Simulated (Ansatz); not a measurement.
## A ladder of methods for BH2SF (SMILES FBS)

The species is BH2SF (5 atoms), meant as a singlet with charge 0. As SMILES, `FBS`. The shape is that of a PBE0-D4/def2-TZVP optimisation. This is one conformer, not always the lowest.

```xyz
5

F    -1.1191   -0.9059   -1.0692
B    -0.4128   -0.3391   -0.1061
S     0.9724    0.6986   -0.5794
H    -0.7120   -0.5309    1.0337
H     1.3214    1.0037    0.6796
```

Each level gives the vertical energy of the triplet above the singlet (eV). The values are calculated.

| level | kind | program | value (eV) | less FCI/STO-3G | CPU time (all runs) |
| --- | --- | --- | --- | --- | --- |
| revPBE/STO-3G | GGA | Ansatz | 6.10 | -0.53 | 5.5 s |
| r2SCAN/STO-3G | meta-GGA | Ansatz | 6.14 | -0.49 | 14 s |
| B3LYP/STO-3G | global hybrid | Ansatz | 6.26 | -0.37 | 5.7 s |
| PBE0/STO-3G | global hybrid | Ansatz | 6.30 | -0.33 | 5.5 s |
| CAM-B3LYP/STO-3G | range-separated hybrid | Ansatz | 6.36 | -0.27 | 6.6 s |
| MP2/STO-3G | perturbation theory | Ansatz | 6.65 | +0.02 | 0.39 s |
| CCSD(T)/STO-3G | coupled cluster or CI | Ansatz | 6.63 | 0.00 | 0.61 s |
| CCSD/STO-3G | coupled cluster or CI | Ansatz | 6.56 | -0.07 | 0.59 s |
| FCI/STO-3G | full CI, core frozen | Ansatz | 6.63 | 0.00 | 52 s |

FCI/STO-3G is exact within its basis and frozen core, so for wave-function methods in that basis the difference is their error; functionals converge differently with the basis, so for them it is only a difference. The values span 6.10 to 6.65 eV. A triplet this far above the singlet is often a Rydberg-like or dissociative state; sets without diffuse functions put Rydberg states too high. All rows use very small basis sets, so none should be taken for the real molecule's value. In so small a basis fixed costs decide the times, and correlated methods can beat functionals. CPU times are rough (shared hosts, several kinds of processor and program).

Every level places the triplet well above the singlet at this geometry, as expected for a closed-shell thioborane in which fluorine and sulfur lone pairs donate into the formally empty boron p orbital. This donation stabilises the occupied π levels and raises the boron-centred acceptor orbital, so unpairing electrons is costly. The excitation probably leads from the sulfur lone pair into that B–S antibonding π orbital, though a σ* orbital at sulfur is also possible.

CCSD falls 0.07 eV below full CI, so it misses slightly more correlation in the singlet than in the triplet. Perturbative triples remove this imbalance, which suggests that both states are dominated by a single configuration. MP2's closeness probably owes something to error cancellation. The functionals all give smaller gaps, and the hybrids lie above the two semilocal functionals, possibly because exact exchange widens the separation between occupied and empty orbitals. The vertical gap does not show whether the relaxed triplet stays bound or loses its S–H bond.
